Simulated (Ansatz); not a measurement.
# Thermal expansion of zinc-blende BAs from 100 to 800 K in the quasi-harmonic approximation with LDA

The volume expansion coefficient of zinc-blende BAs is calculated here from the quasi-harmonic free energy, with LDA phonons, at zero pressure. It is the relative change of cell volume per kelvin at the stated temperature; in a cubic crystal the linear coefficient is one third of it. The question is how this coefficient rises with temperature, and which of the quantities behind it drives the rise. BAs conducts heat very well and is considered for cooling electronic devices, where a difference in expansion between joined materials sets up stress at every change of temperature. The table contains no measured expansion, so the results describe the behaviour of this level of theory.

## How the numbers were made

One crystal, BAs (zinc-blende), taken from a measured cell of the Crystallography Open Database (known phase), directly or through a relaxation at another level, and relaxed at 0 GPa. Ansatz 0.2.0 rows: plane waves, scalar-relativistic, no spin-orbit coupling, no spin, the program's default PAW potentials at 487 eV, k meshes with a least product of divisions and cell-vector length from 40 to 41 Å, phonons by linear response on a 6×6×6 q mesh. The tabled runs alone: cutoff 487 eV, k length 40 Å, k mesh 12×12×12. Warnings of the programs on runs behind the rows: phonon interpolation lacks quadrupole term (all rows); thermal expansion settings (all rows). The rows are a selection of points from finer curves.

Notes on method and selection:

- Quasi-harmonic free energy over the symmetry-keeping strains of the cell, electrons included where there is no gap; no phonon-phonon terms beyond the dependence on the cell.
- The expansion converges slowly with the q mesh and runs high in soft ionic crystals; temperatures at which the program's estimate of the fit error passes a tenth of the linear coefficient plus 0.15·10⁻⁶/K, or the cell lies outside the strains at which phonons were computed, are left out.
- Runs that did not converge, have known faults or may not be shown are not listed, and runs on Ansatz's PAW sets soft_1 and soft_2 are kept to separate tables.

Columns:

- Cv (J/(mol K)): heat capacity at constant volume per mole of atoms.
- bulk modulus (GPa): isothermal bulk modulus.
- volume expansion (10⁻⁶/K): volume expansion coefficient.
- Grüneisen parameter: thermodynamic Grüneisen parameter α·B·V/Cv.

Input lines of one member:

```
kpoints:
  mp_grid: { grid: [12, 12, 12] }
hamiltonian:
  xc: lda
scf:
  occupations: { method: fixed }
output:
  eigenvalues: true
phonons:
  method: dfpt
  qmesh: [6, 6, 6]
  temperatures: { t_max: 800.0, t_step: 50 }
  thermal_expansion: {}
```

Command (options for logging and memory left out): `ansatz run input.yaml --threads 4 --backend cpu`

## Data

| member | temperature (K) | Cv (J/(mol K)) | bulk modulus (GPa) | volume expansion (10⁻⁶/K) | Grüneisen parameter |
| --- | --- | --- | --- | --- | --- |
| 100 K | 100 | 6.41 | 144.2 | 2.92 | 0.528 |
| 200 K | 200 | 12.70 | 143.7 | 7.75 | 0.705 |
| 300 K | 300 | 17.08 | 142.8 | 12.06 | 0.812 |
| 400 K | 400 | 19.75 | 141.8 | 14.89 | 0.862 |
| 500 K | 500 | 21.34 | 140.7 | 16.68 | 0.888 |
| 600 K | 600 | 22.33 | 139.6 | 17.87 | 0.903 |
| 700 K | 700 | ? | 138.4 | ? | ? |
| 800 K | 800 | 23.41 | 137.2 | 19.35 | 0.921 |

Cells marked ? are withheld until the estimate has been made.

## Mechanism

The expansion coefficient rises at every step shown, but ever more slowly. Between 100 and 200 K it gains 7.75 − 2.92 = 4.83 (in 10⁻⁶/K), between 500 and 600 K only 17.87 − 16.68 = 1.19.

The relation α = γ·Cv/(B·V), with γ the Grüneisen parameter, B the bulk modulus and V the molar volume, divides the rise into its parts. From 300 to 800 K, α grows by a factor 19.35 / 12.06 = 1.60. The heat capacity contributes 23.41 / 17.08 = 1.37, the Grüneisen parameter 0.921 / 0.812 = 1.13 and the softening of the crystal 142.8 / 137.2 = 1.04. The growth of V, just under one per cent, acts slightly the other way. Most of the rise is therefore the filling of vibrational modes. Boron is light and its bonds to arsenic are stiff, so the optical modes lie high in frequency and are excited late. Even at 800 K the heat capacity is still about 6 % below the classical limit 3R, roughly 24.9 J/(mol K).

The Grüneisen parameter matters more at the cold end, where it rises from 0.528 at 100 K to 0.705 at 200 K. In tetrahedral crystals the transverse acoustic modes of low frequency typically stiffen little under compression, or even soften, and so contribute little or negatively to the expansion. They carry much of the heat capacity when it is cold; modes with larger Grüneisen parameters join on warming. This explanation fits the column, though no mode-by-mode values are tabled. The cold end is also where the missing quadrupole term in the phonon interpolation may matter most.

## Blind estimate

Plain estimates from the members shown:

- 700 K, straight-line interpolation between 600 K and 800 K: w = (700 − 600) / (800 − 600) = 0.500, so 17.87 + 0.500 × (19.35 − 17.87) = 18.61 10⁻⁶/K

The straight line between 600 and 800 K gives 18.61, which must be too low because the curve flattens with temperature. The same construction at 500 K, from 400 and 600 K, gives (14.89 + 17.87) / 2 = 16.38 against the calculated 16.68.

A parabola in 1/T through three neighbouring rows takes up this curvature, and 1/T is a natural variable for a quantity that levels off on heating. Through 500, 600 and 800 K its value at 700 K is

(−5 × 5 × 16.68 / 3 + 6 × 6 × 17.87 + 8 × 8 × 19.35 / 3) / (7 × 7) = 18.72 (10⁻⁶/K),

where the weights follow from the four temperatures alone, by Lagrange's formula with x = 1/T: the weight of row i is the product, over the other two rows j, of (x − xj) / (xi − xj). For the 600 K row this is (1/700 − 1/500) × (1/700 − 1/800) / ((1/600 − 1/500) × (1/600 − 1/800)) = 0.7347, which is 6 × 6 / (7 × 7). With temperatures in hundreds of kelvin, the other weights reduce to small whole numbers in the same way.

The route can be tried on shown rows. For 600 K, from 400, 500 and 800 K, it gives (−4 × 4 × 14.89 / 2 + 5 × 5 × 16.68 × 4 / 3 + 8 × 8 × 19.35 / 6) / (6 × 6) = 17.87, as tabled. For 500 K, from 400, 600 and 800 K, it gives (4 × 4 × 14.89 × 3 / 8 + 6 × 6 × 17.87 × 3 / 4 − 8 × 8 × 19.35 / 8) / (5 × 5) = 16.68, again as tabled. For 400 K, from 300, 500 and 600 K, it gives (3 × 3 × 12.06 / 3 + 5 × 5 × 16.68 − 6 × 6 × 17.87 / 3) / (4 × 4) = 14.92, which is 0.03 too high.

The root mean square of these three misses is about 0.02, which is taken as the error bar. It covers the interpolation only, not the distance of LDA from experiment.

**Committed estimate, 700 K: volume expansion = 18.72 ± 0.02 10⁻⁶/K.**

## How the estimate fared

| member | temperature (K) | Cv (J/(mol K)) | bulk modulus (GPa) | volume expansion (10⁻⁶/K) | Grüneisen parameter |
| --- | --- | --- | --- | --- | --- |
| 700 K | 700 | 22.98 | 138.4 | 18.71 | 0.913 |

| member | estimate | volume expansion (10⁻⁶/K) | computed | estimate − computed | miss in error bars |
| --- | --- | --- | --- | --- | --- |
| 700 K | committed | 18.72 | 18.71 | +0.01 | 0.5 |
| 700 K | interpolation | 18.61 | 18.71 | −0.10 |  |

The estimate of 18.72 lies 0.01 above the computed 18.71 (in 10⁻⁶/K), half an error bar away. The straight line between 600 and 800 K was 0.10 too low. The argument that the curve still bends at these temperatures therefore held, and the parabola in 1/T gave the size of the bend correctly.

This success shows that the curve is smooth, but says little about its cause. The other columns of the new row say more. From 600 to 700 K the expansion coefficient grows by a factor 18.71 / 17.87 = 1.047. The heat capacity supplies 22.98 / 22.33 = 1.029, the Grüneisen parameter 0.913 / 0.903 = 1.011 and the falling bulk modulus 139.6 / 138.4 = 1.009. The filling of vibrational modes is still the largest part of the rise, though the other two together now contribute about two thirds as much.

## Departures from the trend

No row breaks the smooth curve, but the cold rows depart from simple proportionality between expansion and heat capacity. With the ratio of the 800 K row, the expansion at 100 K would be 19.35 / 23.41 × 6.41 = 5.30 (in 10⁻⁶/K); the calculated value is 2.92, or 45 % lower. At 200 K the same rule gives 19.35 / 23.41 × 12.70 = 10.50 against the calculated 7.75, which is 26 % lower.

The stiffer crystal explains little of this, since the bulk modulus at 100 K is only 5 % above that at 800 K. The rest is the small Grüneisen parameter. Transverse acoustic modes that respond weakly or negatively to compression have the right sign to cause it, because they weigh most when the higher modes are still frozen. An error from the q mesh or from the missing quadrupole term could change the size of the departure at 100 K.

## Rules of thumb and their limits

Between 100 and 800 K the expansion coefficient rises throughout the rows and levels off as the heat capacity nears its classical limit. From 400 to 700 K, the parabolas in 1/T tried above recover the left-out row to 0.03 or better (in 10⁻⁶/K); other choices of three rows can do worse. In the cold it is less accurate: for 200 K, from 100, 300 and 400 K, such a parabola gives (2.92 / 3 + 3 × 3 × 12.06 − 4 × 4 × 14.89 / 3) / (2 × 2) = 7.5 instead of 7.75.

For practice, the trapezoidal sum over the rows from 300 to 800 K gives a volume increase of 100 × (12.06 / 2 + 14.89 + 16.68 + 17.87 + 18.71 + 19.35 / 2) × 10⁻⁶ = 0.0084. One third of this is the linear expansion, 0.28 %, so a piece 10 mm long grows by about 0.028 mm.

No omitted effect is expected to rival the more than sixfold rise in the table. Phonon-phonon terms beyond the dependence on the cell gain weight on heating, and general arguments do not fix their sign.

[Logs are printed without paths, hosts, clocks, repeated set-up lines and the standing remarks that a program may print on its own settings, such as how far it seeks lower states.]
